\section*{The quantity sought}

Indium, the soft metal of cryogenic and infrared-detector bump bonds, is body-centred tetragonal (bct) with one atom per primitive cell. We want its root-mean-square phonon frequency, $\nu_{\rm rms}=\langle\omega^2\rangle^{1/2}/2\pi$, averaged over the three branches and the Brillouin zone. This moment fixes the first quantum correction to the harmonic heat capacity per atom and defines a high-temperature Debye temperature $\theta_\infty$:
\begin{equation}
C=3k_B\left[1-\frac{\hbar^2\langle\omega^2\rangle}{12k_B^2T^2}+\dots\right],\qquad
k_B\theta_\infty=\hbar\sqrt{\tfrac53\langle\omega^2\rangle}.
\label{eq:theta}
\end{equation}
The factor $5/3$ makes $\theta_\infty$ the cutoff of a Debye spectrum with the same second moment.

The inputs are typical room-temperature values: $a=3.25$~\AA, $c=4.95$~\AA, $M=114.8$~u, and, in the face-centred tetragonal axes (edge $\sqrt2\,a=4.60$~\AA), $C_{11}=45$, $C_{12}=40$, $C_{66}=12$, $C_{33}=45$, $C_{13}=41$, $C_{44}=6.5$~GPa. A $45^\circ$ rotation about $z$ to the bct axes used below leaves the last three unchanged. With primes on the face-centred values it gives $C_{11}=(C'_{11}+C'_{12})/2+C'_{66}=54.5$, $C_{12}=(C'_{11}+C'_{12})/2-C'_{66}=30.5$ and $C_{66}=(C'_{11}-C'_{12})/2=2.5$~GPa.

\section*{Estimate by hand}

Treat the metal as an isotropic elastic medium whose three branches stay linear, $\omega=vq$, out to a sphere of radius $q_D$ that holds one wavevector per atom. The volume per atom is about 26~\AA$^3$, so $q_D=(6\pi^2/26)^{1/3}\approx1.3$~\AA$^{-1}$, and the density is about 7.3~g/cm$^3$. Take 50~GPa for the longitudinal modulus and 5~GPa for each shear modulus. The branch average is 20~GPa, so the rms sound speed is $\bar v\approx1.7$~km/s. In a sphere $\langle q^2\rangle=\tfrac35q_D^2$, and therefore
\begin{equation}
\nu_{\rm rms}\approx\sqrt{\tfrac35}\,\frac{\bar vq_D}{2\pi}\approx2.7~\text{THz},\qquad
\theta_\infty\approx\frac{\hbar\bar vq_D}{k_B}\approx1.7\times10^2~\text{K}.
\end{equation}
Real branches bend over near the zone boundary, so we expect this to be high.

\section*{Careful calculation}

\paragraph{Sine-squared form.} Atoms sit at lattice vectors $\mathbf R$ with displacements $u_\alpha(\mathbf R)$. The harmonic energy and the dynamical matrix for waves $\mathbf e\,e^{i(\mathbf q\cdot\mathbf R-\omega t)}$ are
\begin{equation}
U=\tfrac12\sum_{\mathbf R\mathbf R'}\sum_{\alpha\beta}u_\alpha(\mathbf R)\Phi_{\alpha\beta}(\mathbf R-\mathbf R')u_\beta(\mathbf R'),\qquad
D(\mathbf q)=\frac1M\sum_{\mathbf R}\Phi(\mathbf R)e^{-i\mathbf q\cdot\mathbf R},
\end{equation}
with $D\mathbf e=\omega^2\mathbf e$. Three properties of $\Phi$ are needed. Second derivatives commute, so $\Phi_{\alpha\beta}(\mathbf R)=\Phi_{\beta\alpha}(-\mathbf R)$. With one atom per cell every site is an inversion centre. Inversion sends $\mathbf u(\mathbf R)$ to $-\mathbf u(-\mathbf R)$ and leaves $U$ unchanged, so $\Phi(\mathbf R)=\Phi(-\mathbf R)$. Together these give $\Phi(\mathbf R)=\Phi(\mathbf R)^{\rm T}$. Finally, a rigid translation produces no force, so $\sum_{\mathbf R}\Phi(\mathbf R)=0$. Pairing $\mathbf R$ with $-\mathbf R$ turns the exponential into a cosine. Subtracting the vanishing sum turns the cosine into $\cos\mathbf q\cdot\mathbf R-1$, and
\begin{equation}
D(\mathbf q)=-\frac2M\sum_{\mathbf R}\Phi(\mathbf R)\sin^2\!\left(\frac{\mathbf q\cdot\mathbf R}{2}\right).
\label{eq:sin2}
\end{equation}
This matrix is real, symmetric and even in $\mathbf q$, so its three orthonormal polarisation vectors can be chosen real. If $\sum_{\mathbf R}R^2\Phi(\mathbf R)$ converges, $D\to-\frac1{2M}\sum_{\mathbf R}\Phi(\mathbf R)(\mathbf q\cdot\mathbf R)^2$ at small $q$, and all branches are acoustic. The form holds for fcc Cu and Al and bcc W. It does not hold in general for Si or hcp Ru and Co, which have two atoms per cell.

\paragraph{Two-shell model.} Define the spring matrix $K=-\Phi$ for $\mathbf R\neq0$. Keep the four neighbours at distance $R_1=a$ and the eight at $(s_1a/2,s_2a/2,s_3c/2)$, $s_i=\pm1$, at $R_2=3.38$~\AA. The mirror planes and $K=K^{\rm T}$ allow $K=\mathrm{diag}(\alpha_1,\beta_1,\gamma_1)$ for $(\pm a,0,0)$, with $\alpha_1$ and $\beta_1$ exchanged for $(0,\pm a,0)$, and
\begin{equation}
K=\begin{pmatrix}\alpha_2&s_1s_2\beta_2&s_1s_3\delta_2\\ s_1s_2\beta_2&\alpha_2&s_2s_3\delta_2\\ s_1s_3\delta_2&s_2s_3\delta_2&\gamma_2\end{pmatrix}
\end{equation}
for the second shell. With $x=q_xa/2$, $y=q_ya/2$, $z=q_zc/2$ and $f=1-\cos x\cos y\cos z$, Eq.~(\ref{eq:sin2}) sums to
\begin{align}
MD_{xx}&=4\alpha_1\sin^2x+4\beta_1\sin^2y+8\alpha_2f, & MD_{xy}&=8\beta_2\sin x\sin y\cos z,\nonumber\\
MD_{zz}&=4\gamma_1(\sin^2x+\sin^2y)+8\gamma_2f, & MD_{xz}&=8\delta_2\sin x\cos y\sin z,
\label{eq:D}
\end{align}
and $D_{yy}$, $D_{yz}$ follow from $x\leftrightarrow y$.

At small $q$, $MD$ must equal $\Omega\Gamma$, where $\Omega=a^2c/2=26.14$~\AA$^3$ and $\Gamma$ is the Christoffel matrix of the unstressed crystal: $\Gamma_{xx}=C_{11}q_x^2+C_{66}q_y^2+C_{44}q_z^2$, $\Gamma_{zz}=C_{44}(q_x^2+q_y^2)+C_{33}q_z^2$, $\Gamma_{xy}=(C_{12}+C_{66})q_xq_y$, $\Gamma_{xz}=(C_{13}+C_{44})q_xq_z$. Since $C_{44}$ appears twice, six moduli give seven conditions on seven constants:
\begin{gather}
\alpha_2=\frac{a^2C_{44}}{2c},\quad\gamma_2=\frac{a^2C_{33}}{2c},\quad\beta_2=\frac{c(C_{12}+C_{66})}{4},\quad\delta_2=\frac{a(C_{13}+C_{44})}{4},\nonumber\\
\alpha_1=\frac{cC_{11}}2-\alpha_2,\quad\beta_1=\frac{cC_{66}}2-\alpha_2,\quad\gamma_1=\frac{cC_{44}}2-\gamma_2.
\end{gather}
In N/m, with 1~GPa\,\AA{} $=0.1$~N/m, these are $\alpha_1=12.80$, $\beta_1=-0.07$, $\gamma_1=-3.19$, $\alpha_2=0.69$, $\beta_2=4.08$, $\gamma_2=4.80$, $\delta_2=3.86$. The last digits serve the arithmetic only, since the moduli carry two figures.

Diagonalising Eq.~(\ref{eq:D}) with the unrounded constants gives the model's frequencies at three zone-boundary points.
\begin{center}
\begin{tabular}{lccc}
\hline
$\mathbf q$ & $\nu_1$ (THz) & $\nu_2$ (THz) & $\nu_3$ (THz)\\
\hline
$(0,0,2\pi/c)$ & 1.21 & 1.21 & 3.19\\
$(\pi/a,\pi/a,0)$ & 1.31 & 1.78 & 3.44\\
$(\pi/a,0,\pi/c)$ & 0.84 & 0.94 & 3.17\\
\hline
\end{tabular}
\end{center}
At the last point symmetry confines two polarisations to the $xz$ plane without fixing their angle. The highest mode points $31.6^\circ$ from $x$, while $\mathbf q$ points at $33.3^\circ$. It is linearly polarised and nearly, not exactly, longitudinal.

\paragraph{Second moment.} The sum of the three $\omega^2$ is $\mathrm{tr}\,D$, so no diagonalisation is needed. For $\mathbf R\ne0$ the zone average of $\cos\mathbf q\cdot\mathbf R$ is zero, so every $\sin^2$ averages to exactly $1/2$. With the shell traces $t_1=\alpha_1+\beta_1+\gamma_1=9.53$~N/m and $t_2=2\alpha_2+\gamma_2=6.19$~N/m,
\begin{equation}
3M\langle\omega^2\rangle=4t_1+8t_2=2c(C_{11}+C_{66}+C_{44})+\frac{2a^2}{c}(2C_{44}+C_{33})=87.6~\text{N/m}.
\end{equation}
The model's values are $\nu_{\rm rms}=1.97$~THz and, from Eq.~(\ref{eq:theta}), $\theta_\infty=122$~K.

\section*{Why the two differ}

The estimate lies a factor of about 1.4 above the model. Both rest on the same moduli, so the gap can be taken apart exactly. Write $3M\langle\omega^2\rangle=2(4t_1w_1+8t_2w_2)$, where $w_j$ is the average weight that a bond of shell $j$ receives.

\paragraph{Rounding and anisotropy.} The direction average of $\mathrm{tr}\,\Gamma/3q^2$ is $[2(C_{11}+C_{66}+C_{44})+2C_{44}+C_{33}]/9=20.6$~GPa. With the density $M/\Omega=7.29$~g/cm$^3$ this gives $\bar v=1.68$~km/s, and $q_D=1.313$~\AA$^{-1}$. The unrounded linear model then has $\theta_\infty=168$~K, against 169~K for the hand product before its last rounding. Strong shear anisotropy costs nothing here. The trace is linear in the moduli and is dominated by the longitudinal branch.

\paragraph{Parabola against sine.} Linear branches amount to replacing $\sin^2(\mathbf q\cdot\mathbf R/2)$ by $(\mathbf q\cdot\mathbf R/2)^2$. With $\xi=q_DR$, the averages over the Debye sphere are
\begin{equation}
w^{\rm par}=\frac{\xi^2}{20},\qquad
w^{\sin}=\frac12-\frac{3(\sin\xi-\xi\cos\xi)}{2\xi^3}=\frac{\xi^2}{20}-\frac{\xi^4}{560}+\dots
\end{equation}
\begin{center}
\begin{tabular}{lcccc}
\hline
 & $\xi$ & parabola, sphere & sine, sphere & sine, zone\\
\hline
shell 1 & 4.27 & 0.911 & 0.482 & 1/2\\
shell 2 & 4.44 & 0.984 & 0.496 & 1/2\\
weighted by $4t_1$, $8t_2$ & & 0.952 & 0.490 & 1/2\\
\hline
\end{tabular}
\end{center}
The dropped quartic term is 0.59 for shell 1, comparable with the 0.911 that was kept. The volume element $q^2\,dq$ puts most modes near $q_D$, and the second moment weights them further. There the phase difference between neighbours is near $\pi$, and a bond cannot be worked harder than by antiphase motion. The sine saturates at 1 while the parabola keeps growing. In frequency this is a factor $\sqrt{0.952/0.490}=1.39$.

\paragraph{Sphere against zone.} Replacing the sphere by the true polyhedron raises the weight from 0.490 to $1/2$. The sphere value is thus a factor 0.99 of the zone value in frequency. The three factors, 1.00, 1.39 and 0.99, multiply to 1.38. Dispersion accounts for the whole gap.

\paragraph{What limits the model.} A bond enters the moduli with weight $R^2$ but enters $\langle\omega^2\rangle$ with weight $1/2$ whatever its length. The next neighbours, at 4.60 and 4.95~\AA, have roughly twice the $R^2$ of the first twelve. If, for illustration, they carried 20\% of $\sum_{\mathbf R} R^2\,\mathrm{tr}K$ at fixed moduli, $\langle\omega^2\rangle$ would fall by about 10\% and $\theta_\infty$ by about 5\%. Springs of opposite sign would raise both by about as much. The screened interactions of a metal oscillate with distance, so either sign is possible, and the third figure of 122~K belongs to the model alone. Room-temperature moduli also include thermal softening, so the constants are effective ones for that temperature. The low-temperature Debye temperature is a different average, over $v^{-3}$, and is controlled by the soft shear modes that the trace barely sees.